Hydrogen fluoride is weakly repelled by a magnet, and its magnetisability measures how strongly. It is negative because the field drives currents in the electron cloud that oppose it. The table gives the mean over all directions and the anisotropy, which here is the amount by which the value along the bond is less negative than the value across it. The bond length is the same in every row. Fifteen rows use the B3LYP functional and differ only in the basis set, the stock of functions from which the cloud is built. The LC-wPBE row changes functional and basis together, so it is left out of the comparisons below.

Isotropic magnetisability, its anisotropy and molar susceptibility of hydrogen fluoride from PySCF 2.14.0: non-relativistic GIAO Kohn-Sham DFT with density fitting, gas phase, PBE0-D3(BJ)/def2-SVP geometry. Levels are given as functional/basis set. The anisotropy is the root of half the summed squared differences of the principal values.

```
               level  magnetisability (1e-30 J/T^2)  magnetisability anisotropy (1e-30 J/T^2)  susceptibility (1e-6 cm^3/mol)
   B3LYP/Sadlej pVTZ                        -178.80                                     8.900                         -10.770
LC-wPBE/aug-pcSseg-2                        -178.60                                     8.500                         -10.760
      B3LYP/pcSseg-3                        -178.30                                     8.600                         -10.740
  B3LYP/6-31++G(d,p)                        -178.20                                     6.800                         -10.730
 B3LYP/6-311+G(2d,p)                        -177.70                                     7.500                         -10.700
      B3LYP/pcSseg-2                        -176.40                                     8.700                         -10.620
      B3LYP/IGLO-III                        -176.40                                     8.100                         -10.620
       B3LYP/cc-pVTZ                        -171.00                                     9.200                         -10.300
   B3LYP/6-311G(d,p)                        -166.50                                     7.900                         -10.030
      B3LYP/def2-SVP                        -163.70                                     9.000                          -9.860
       B3LYP/cc-pVDZ                        -163.30                                     8.900                          -9.840
         B3LYP/6-31G                        -161.80                                     6.100                          -9.740
          B3LYP/MINI                        -161.60                                     5.100                          -9.730
      B3LYP/pcSseg-0                        -159.10                                     5.900                          -9.580
         B3LYP/3-21G                        -154.50                                     5.900                          -9.300
        B3LYP/STO-3G                        -138.00                                     3.100                          -8.310
```

**(a) What does the component along the bond reveal about the small basis sets?**

*Solution.* A field along the axis of this closed-shell linear molecule mixes no excited states into the ground state, because the total angular momentum of the electrons about that axis is exactly zero. Only the diamagnetic term remains:

ξ(axial) = −(e²/4m) ⟨sum of squared distances of the electrons from the axis⟩,

where ξ is the magnetisability and e and m are the charge and mass of the electron. The axial component is therefore a direct gauge of the width of the cloud. The summed squared distance is 6.9 bohr² with STO-3G, 8.0 with cc-pVDZ and 8.7 with pcSseg-3. Small sets make the molecule too thin.

A squared distance gives most weight to the outer tail of the cloud, whereas the energy depends mainly on the dense inner region. A basis can thus be good for one and poor for the other. The energies with cc-pVTZ and 6-311+G(2d,p) agree within half a millihartree, yet the magnetisabilities differ by 6.7 (all magnetisabilities here are in 10⁻³⁰ J/T²). The second set has diffuse functions, which reach far out, and these most plausibly supply the tail that cc-pVTZ lacks. A closer relative points the same way: 6-311G(d,p), which has no diffuse functions and one set of d functions on fluorine instead of two, gives a mean less negative by 11.2.

**(b) Can the width alone predict the component across the bond? Try 6-31G, with pcSseg-3 as the reference.**

*Solution.* A neon atom has the same ten electrons in a round cloud. If that cloud swells, its response grows equally in all directions. Suppose hydrogen fluoride behaves likewise, so that both components shift by the same amount from one basis to another.

- Axial component (mean plus two thirds of the anisotropy): −178.3 + ⅔ × 8.6 = −172.6 for pcSseg-3, and −161.8 + ⅔ × 6.1 = −157.7 for 6-31G. The shift is 14.9.
- Perpendicular component (mean less one third of the anisotropy) for pcSseg-3: −178.3 − ⅓ × 8.6 = −181.2.
- Prediction for 6-31G: −181.2 + 14.9 = −166.3. The calculation gives −163.8.

The prediction is too negative by 2.5. The five sets without polarisation functions (described in part c) all miss by 2.5 or more, the nine others by at most 1.8. Over the fourteen B3LYP rows other than the reference the rms miss is 2.2, and the worst is 5.5, for STO-3G. The printed output also tests the opposite idea, a fixed diamagnetic part with only the paramagnetic part changing; its rms miss is 10.3.

The comparison with neon ends where the proton makes itself felt. A field across the bond does mix in excited states, and this paramagnetic term weakens the repulsion. Taken as the total less the diamagnetic part, with the centre of mass as origin, it accounts for only 1.7 of the 15.0 by which the mean changes from cc-pVDZ to pcSseg-3. From STO-3G to 3-21G it accounts for about half. At the bottom of the table the cloud is therefore not only too thin, but its paramagnetic response across the bond is also too strong.

**(c) Why does the minimal set MINI land beside cc-pVDZ, and 6-31++G(d,p) on top of pcSseg-3?**

*Solution.* A mean can agree while its components do not. MINI has as few functions as STO-3G, but they reach further out, and its cloud is about as wide as that of cc-pVDZ. Across the bond its diamagnetic part is even stronger than that of cc-pVDZ, but so is the opposing paramagnetic part, 22 against 16. The two excesses partly cancel, which leaves a difference of only 1.7 in the mean, and the anisotropy gives them away: 5.1 against 8.9.

The same check exposes 6-31++G(d,p). Relative to pcSseg-3 its axial component is 1.1 too negative and its perpendicular one 0.7 not negative enough. The perpendicular direction counts twice, so the mean moves by only (−1.1 + 2 × 0.7)/3 = 0.1.

The misses in part b are simply the differences in anisotropy from pcSseg-3, and the anisotropy follows a different feature of the basis from the width. It is at most 6.1 in the five sets without polarisation functions and at least 6.8 in all the others. Such functions let the cloud around each atom deform towards its neighbour. The printed output shows that the loss of anisotropy comes from the paramagnetic part across the bond, which is at least 19.7 without these functions and at most 16.2 with them. The diamagnetic part alone would make the anisotropy of the five sets larger, not smaller. The missing polarisation functions are the likely cause of the strong paramagnetic part, though the sets differ in other ways too.

For this molecule, then, choose a basis that has both outer reach and polarisation functions, do not judge it by its energy alone, and compare the two components before trusting an agreement in the mean. Differences of about 1 between the best rows should not decide the choice, since the step from pcSseg-2 to pcSseg-3 still moves the mean by 1.9.

Printed output of the fit:

```
Components in 1e-30 J/T^2 and squared distance from the axis in bohr^2:
                   row   axial  squared distance  perpendicular  perp diamagnetic  perp paramagnetic  miss of even swelling
     B3LYP/Sadlej pVTZ  -172.9             8.763         -181.8            -194.9              13.13                    0.3
  LC-wPBE/aug-pcSseg-2  -172.9             8.766         -181.4            -194.3              12.85                   -0.1
        B3LYP/pcSseg-3  -172.6             8.747         -181.2            -194.5               13.3              2.842e-14
    B3LYP/6-31++G(d,p)  -173.7             8.803         -180.5            -194.5              14.01                   -1.8
   B3LYP/6-311+G(2d,p)  -172.7             8.754         -180.2              -194              13.85                   -1.1
        B3LYP/pcSseg-2  -170.6             8.648         -179.3            -192.9              13.65                    0.1
        B3LYP/IGLO-III    -171             8.668         -179.1            -192.5              13.38                   -0.5
         B3LYP/cc-pVTZ  -164.9             8.357         -174.1            -188.2               14.1                    0.6
     B3LYP/6-311G(d,p)  -161.2             8.173         -169.1            -185.3              16.12                   -0.7
        B3LYP/def2-SVP  -157.7             7.994         -166.7            -182.9              16.19                    0.4
         B3LYP/cc-pVDZ  -157.4             7.977         -166.3            -182.2              15.91                    0.3
           B3LYP/6-31G  -157.7             7.996         -163.8            -183.5              19.68                   -2.5
            B3LYP/MINI  -158.2             8.019         -163.3            -185.6               22.3                   -3.5
        B3LYP/pcSseg-0  -155.2             7.865         -161.1            -182.2              21.12                   -2.7
           B3LYP/3-21G  -150.6             7.632         -156.5              -178               21.5                   -2.7
          B3LYP/STO-3G  -135.9             6.891           -139            -173.5              34.44                   -5.5
Mean, pcSseg-3 less STO-3G (1e-30 J/T^2): -40.3
Axial spread of STO-3G below pcSseg-3 (%): 21.23
Axial spread of cc-pVDZ below pcSseg-3 (%): 8.808
Even swelling, rms miss of perpendicular component, other B3LYP rows (1e-30 J/T^2): 2.224
Only paramagnetic part changes, rms miss, same rows (1e-30 J/T^2): 10.28
Diamagnetic change of mean, cc-pVDZ to pcSseg-3 (1e-30 J/T^2): -13.26
Paramagnetic change of mean, cc-pVDZ to pcSseg-3 (1e-30 J/T^2): -1.738
Diamagnetic change of mean, STO-3G to 3-21G (1e-30 J/T^2): -7.876
Paramagnetic change of mean, STO-3G to 3-21G (1e-30 J/T^2): -8.624
Mean, 6-311+G(2d,p) less 6-311G(d,p) (1e-30 J/T^2): -11.2
Energy, cc-pVTZ less 6-311+G(2d,p) (millihartree): -0.437
Mean, cc-pVTZ less 6-311+G(2d,p) (1e-30 J/T^2): 6.7
Axial, 6-31++G(d,p) less pcSseg-3 (1e-30 J/T^2): -1.1
Perpendicular, 6-31++G(d,p) less pcSseg-3 (1e-30 J/T^2): 0.7
Axial, MINI less cc-pVDZ (1e-30 J/T^2): -0.8333
Perpendicular, MINI less cc-pVDZ (1e-30 J/T^2): 2.967
Axial, cc-pVDZ less 6-31G (1e-30 J/T^2): 0.3667
Perpendicular, cc-pVDZ less 6-31G (1e-30 J/T^2): -2.433
```
